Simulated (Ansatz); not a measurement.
Computed with Ansatz 0.2.0, DFT PBE, scalar-relativistic, plane waves, PAW. All cells share a 420 eV cutoff and Γ-centred k meshes spaced at most about 0.3 Å⁻¹ (about 0.25 or finer for metals, 2π included). No spin polarisation in the final relaxations.

Temperature and zero-point effects are left out.

Two forms of In3As were relaxed alike.

A.

Space group R-3m:H (No. 166). a = 6.137 Å, b = 6.137 Å, c = 13.917 Å, α = 90.00°, β = 90.00°, γ = 120.00°
```csv
atom,site,symmetry,x,y,z
In,9e,.2/m,0.1667,0.3333,0.3333
As,3b,-3m,0.3333,0.6667,0.1667
```

B.

Space group Im-3m (No. 229). a = 5.977 Å, b = 5.977 Å, c = 5.977 Å, α = 90.00°, β = 90.00°, γ = 90.00°
```
atom  site  symmetry       x       y       z
  In    6b    4/mm.m  0.5000  0.0000  0.0000
  As    2a      m-3m  0.0000  0.0000  0.0000
```

Question: Which would you expect to be lower, and how large is the difference?

Answer: B is lower, by 242 meV/atom. A has space group R-3m (No. 166), 37.8 Å³/atom and no gap on its mesh; B has space group Im-3m (No. 229), 26.7 Å³/atom and no gap. Counting In atoms around As (those within 1.25 times the shortest such distance or 1.15 times the sum of covalent radii), A and B both have As 6. The denser one is the lower, and pressure would at first widen the difference. Even the lower one lies +0.11 eV/atom against the reference forms of the elements (uncorrected), so neither is stable at this level. Both come from invented guesses. A third cell relaxed alike, in Pm-3m (a Materials Project cell), lies 31 meV/atom below the lower of the two.

Cells relaxed within their symmetry can be saddle points.

B's advantage does not come from more As–In contacts, since As has six In neighbours in both cells, and those contacts are in fact slightly shorter in A. What differs is how the space is filled. A is a sheared, corner-linked framework of In-bridged As octahedra with large voids, whereas in B two such frameworks interpenetrate, so that In and As together occupy a simple cubic array. With three In per As, many valence electrons remain after the As octet is filled. They must go into In–In bonding or delocalised In s–p states, in keeping with the absence of a gap. Such electron-rich, weakly directional bonding gains little from an open network, so the better packing and slightly shorter In–In contacts in B probably account for most of the energy difference.

The ordering therefore ranks two hypothetical packings and does not identify a ground state. Decomposition into zinc-blende InAs and In metal is a stricter test than the elements alone, because InAs is itself bound relative to them.
